## Question

Titanium aluminide, TiAl, has a face whose outermost plane is a square net of titanium, with aluminium below the centre of each square. One H, N or O atom is placed on every surface cell, giving a full monolayer. The results for atoms on top of one Ti and on a bridge between two are given, each calculated with one density functional and no spin on the slab.

Ti-terminated TiAl(001) slab of four planes, the lower two held, with one adsorbate per 1×1 cell. Ansatz 0.2.0, PBEsol, plane-wave PAW, 420 eV cutoff, 10×10×1 k mesh, 0.1 eV Gaussian smearing, no spin on the slab. Adsorption energies are relative to the clean slab and free spin-polarised atoms, dipoles are positive outwards, and contacts are ranked by covalent radii.

| adsorbate | start site | start site atoms | adsorption energy (eV) | work function change (eV) | dipole change (e Å) | shortest contact | shortest contact length (Å) |
| --- | --- | --- | --- | --- | --- | --- | --- |
| H | bridge | Ti-Ti | -3.069 | 0.495 | -0.0210 | H-Ti | 1.855 |
| H | hollow over | Al | ? | ? | ? | ? | ? |
| H | top | Ti | -2.115 | 2.364 | -0.1010 | H-Ti | 1.738 |
| N | bridge | Ti-Ti | -5.964 | 3.145 | -0.1380 | N-Ti | 1.775 |
| N | hollow over | Al | ? | ? | ? | ? | ? |
| N | top | Ti | -3.332 | 3.928 | -0.1680 | N-Ti | 1.730 |
| O | bridge | Ti-Ti | -8.172 | 1.796 | -0.0820 | O-Ti | 1.778 |
| O | top | Ti | -6.054 | 4.029 | -0.1710 | O-Ti | 1.590 |

A more negative adsorption energy means stronger binding. The energies are counted from free atoms, so half the bond energy of H₂ or N₂ must be taken off the gain before they tell whether the gas would bind. A positive work function change means that electrons leave the metal less easily than from the clean face.

Predict the adsorption energy, shortest contact length and work function change for H and N in the hollow, with error bars.

## Model answer

**How binding grows with neighbours.** The bridge binds more strongly than the top site for all three elements. A simple reason is that an atom can share its bonding among several neighbours, but each added neighbour brings less. Bond-order conservation puts this into a formula. Let each of $n$ equal contacts have bond order $x=1/n$ and energy $-D(2x-x^2)$, where $D$ is the strength of one full bond. Adding the contacts gives

$$E_n=-D\left(2-\frac{1}{n}\right).$$

In this strict form the bridge should bind 1.5 times as strongly as the top site. That works within about 0.1 eV for H, but binds N about 1.0 eV too weakly and O about 0.9 eV too strongly. Oxygen on top has a bond of only 1.59 Å, close to that of a TiO molecule, which suggests a short multiple bond that one common $D$ can't describe. I therefore keep the dependence on $1/n$, but let each element's own top and bridge energies fix two constants:

$$E_n=E_1+2(E_2-E_1)\left(1-\frac{1}{n}\right).$$

Two constants drawn from two rows reproduce those rows exactly, so they are no test. The error bars below are judgements guided by the misses of the strict form.

**How many neighbours the hollow offers.** Bond lengths commonly grow with the logarithm of the number of neighbours. Going from two Ti to four should thus add the same length as going from one to two, which gives 1.97 Å for Ti–H and 1.82 Å for Ti–N. The centre of the square is 1.98 Å from its corners. Both atoms should therefore sink roughly into the Ti plane.

Aluminium would then lie about 2.0 Å below. A normal N–Al bond is roughly 1.9 Å, and a normal H–Al bond roughly 1.6 Å (recalled values). Nitrogen can use the aluminium as a fifth neighbour, while hydrogen is left with its four Ti.

**Putting in the numbers.** For hydrogen, with $n=4$, the factor $2(1-1/4)$ is 1.5:

$$E_4=-2.115+1.5\,(-3.069+2.115)\approx-3.55\ \text{eV}.$$

The same step for N, with $n=5$, gives −7.54 eV.

**Predictions.**

- H: adsorption energy −3.55 ± 0.5 eV, probably a modest gain over the bridge.
- N: adsorption energy −7.54 ± 1.0 eV, a clear gain over the bridge.
- Both: shortest contact 1.98 ± 0.10 Å. For Ti only the upper half of this range is open, because the corners are 1.98 Å away even from an atom lying in the plane.
- Both: work function change 0 ± 1 eV, because an atom lying in the plane has little height over which to form a dipole.

A rival rule makes binding grow as $\sqrt{n}$, as in a simple band picture with unchanged coupling to every neighbour. Scaled from the bridge with four neighbours, it gives −4.34 eV for H and −8.43 eV for N. I prefer the saturating formula because bonds in the hollow are stretched, which weakens the coupling.

## Computed values

The withheld rows as computed:

| adsorbate | start site | start site atoms | adsorption energy (eV) | work function change (eV) | dipole change (e Å) | shortest contact | shortest contact length (Å) |
| --- | --- | --- | --- | --- | --- | --- | --- |
| H | hollow over | Al | -3.467 | -0.599 | 0.0230 | H-Ti | 2.113 |
| N | hollow over | Al | -8.712 | -1.373 | 0.0530 | N-Ti | 1.985 |

## Remarks on the reasoning

Three of the six predictions hold: the energy and work function change of H, and the contact length of N. The other three fall outside their ranges. The printed output below sets the energy and length forecasts beside the computed values.

**Hydrogen saturates.** Its energy is within 0.1 eV of the prediction. Moving from bridge to hollow gains 0.40 eV, less than half of the 0.95 eV gained from top to bridge. This is the diminishing return that the formula assumes, and it suits an atom with a single 1s orbital to share. The square-root rule binds H about 0.9 eV too strongly.

The picture of where hydrogen sits was wrong, however. Its contact of 2.11 Å places it about 0.75 Å from the Ti plane, and presumably above it, since the same distance below would bring it far too close to aluminium. The prediction was fragile because near the plane a small change in bond length means a large change in height. The energy forecast didn't depend on that height, because the formula needs only the number of neighbours, and hydrogen still has four Ti around it. One hit doesn't establish the formula, though.

**Nitrogen saturates less than assumed.** It binds 1.17 eV more strongly than predicted, outside the error bar. The step from bridge to hollow gains 2.75 eV, slightly more than the step from top to bridge, though it adds two Ti and the aluminium instead of a single Ti. Counting further neighbours can't repair this: even with $n$ infinite, the formula reaches only $-3.332-2\times2.632\approx-8.60$ eV, short of the computed −8.71 eV. The formula levels off too early for N, whatever the count of neighbours.

A likely reason is the shape of nitrogen's valence shell. It has three half-filled 2p orbitals, and an atom almost in the Ti plane can point two of them at the surrounding Ti and the third at the aluminium below. On top of one Ti, only one of the three points straight at a neighbour, while the other two can meet titanium's d orbitals only sideways, which usually bonds more weakly. On the bridge, two can reach towards the pair of Ti. Each move thus turns one more orbital towards a neighbour, which fits two gains of similar size, where the formula merely divides bonds already made. This is an argument from orbital directions, as no orbital analysis is available. Attraction between negatively charged nitrogen and the metal around it would favour the hollow too, and the energies alone can't separate the two effects.

The square-root rule, which counted only the four Ti, comes within 0.3 eV for N, but its failure for H shows that it isn't the better law for both. Missing spin might also matter, because a magnetic state of the covered slab could lie lower. N on top is the first suspect: its smearing entropy is the largest of all the rows, a sign of many electronic states near the Fermi level, which favours magnetism. If spin lowered the energy of that row alone, the first gain would shrink, the two gains would match less closely and the corrected prediction would miss by even more. The energies also include interactions between adsorbates only 2.8 Å apart, which may differ from site to site. PBEsol tends to bind adsorbates too strongly, so the differences between sites are safer than the energies themselves.

**The work function reverses.** In every top and bridge row it rises; in both hollows it falls, by 0.60 eV for H and 1.37 eV for N. Lower height may help to explain why the rise disappears, but not why the sign changes. Nitrogen might lie slightly below the Ti plane, where negative charge on it would lower the work function, but its contact length can't tell above from below. With the planes as cut, the lower place would put it about 1.8 Å from aluminium, close to a normal N–Al bond. The listed contact with Ti doesn't rule this out, because contacts appear to be ranked against covalent radii and aluminium is the smaller atom. Hydrogen, presumably above the plane, lowers it too, so a picture of charge times height isn't enough.

The known rows already held a warning. N and O on the bridge have almost equal bond lengths, yet N raises the work function far more, although O is the more electronegative. An adsorbate also redistributes the metal's own electrons and shifts the surface atoms, and either could decide the sign. Without charges or densities the cause stays open, and both hollow rows carry a warning of a rough potential in the thin density outside the slab.

**What carries over.** For a neighbouring surface, ask how many of the atom's orbitals could find a partner in the hollow. Treat a height estimated from extrapolated bond lengths with care, since here it held for N and failed for H. On the close-packed face of titanium metal, the corners of the triangular hollow are only about 1.7 Å from its centre. Nitrogen resting on that face with bonds near 2 Å would stay about 1 Å above the plane. Its three bonds would nevertheless lie almost at right angles to one another, so each 2p orbital could point at a Ti of its own. The orbital argument therefore expects strong binding there too, without the atom sinking into the plane. That comparison rests on geometry and hasn't been calculated here.

For someone treating such a surface, the useful contrast is how firmly each layer is tied to its site. Shifting the whole layer from hollow to bridge costs 0.4 eV per H atom but 2.7 eV per N atom. These aren't hopping barriers for single atoms, because every cell is occupied and all atoms move together. The hollow is the best of the three sites compared for H and N, though each calculation kept its starting symmetry and a less symmetric position could lie lower.

The analysis program printed:

```
Half diagonal of the Ti square (Å): 1.976
Depth of the Al plane below the Ti plane as cut (Å): 2.02
Bridge less top energy for H (eV): -0.954
Bridge less top energy for N (eV): -2.632
Bridge less top energy for O (eV): -2.118
Strict 1.5 times top less computed bridge for H (eV): -0.1035
Strict 1.5 times top less computed bridge for N (eV): 0.966
Strict 1.5 times top less computed bridge for O (eV): -0.909
Extrapolated Ti-H length for four neighbours (Å): 1.972
Extrapolated Ti-N length for four neighbours (Å): 1.82
Forecast H hollow with four neighbours (eV): -3.546
Judged error bar of the H forecast (eV): 0.5
Forecast N hollow with five neighbours (eV): -7.543
Judged error bar of the N forecast (eV): 1
N hollow if only four neighbours count (eV): -7.28
Rival square-root law for H hollow from bridge (eV): -4.34
Rival square-root law for N hollow from bridge (eV): -8.434
Computed H hollow (eV): -3.467
H forecast less computed (eV): -0.079
Computed N hollow (eV): -8.712
N forecast less computed (eV): 1.169
Computed hollow less bridge for H (eV): -0.398
Computed hollow less bridge for N (eV): -2.748
Contact length forecast less computed for H hollow (Å): -0.1365
Contact length forecast less computed for N hollow (Å): -0.008513
Contacts and work functions:
  row  contact_A  contact_is_Al  height_A_if_contact_is_Ti  work_function_change_eV
    H      1.855              0                       1.22                    0.495
    H      2.113              0                     0.7472                   -0.599
    H      1.738              0                      1.738                    2.364
    N      1.775              0                      1.094                    3.145
    N      1.985              0                     0.1836                   -1.373
    N       1.73              0                       1.73                    3.928
    O      1.778              0                      1.099                    1.796
    O       1.59              0                       1.59                    4.029
```
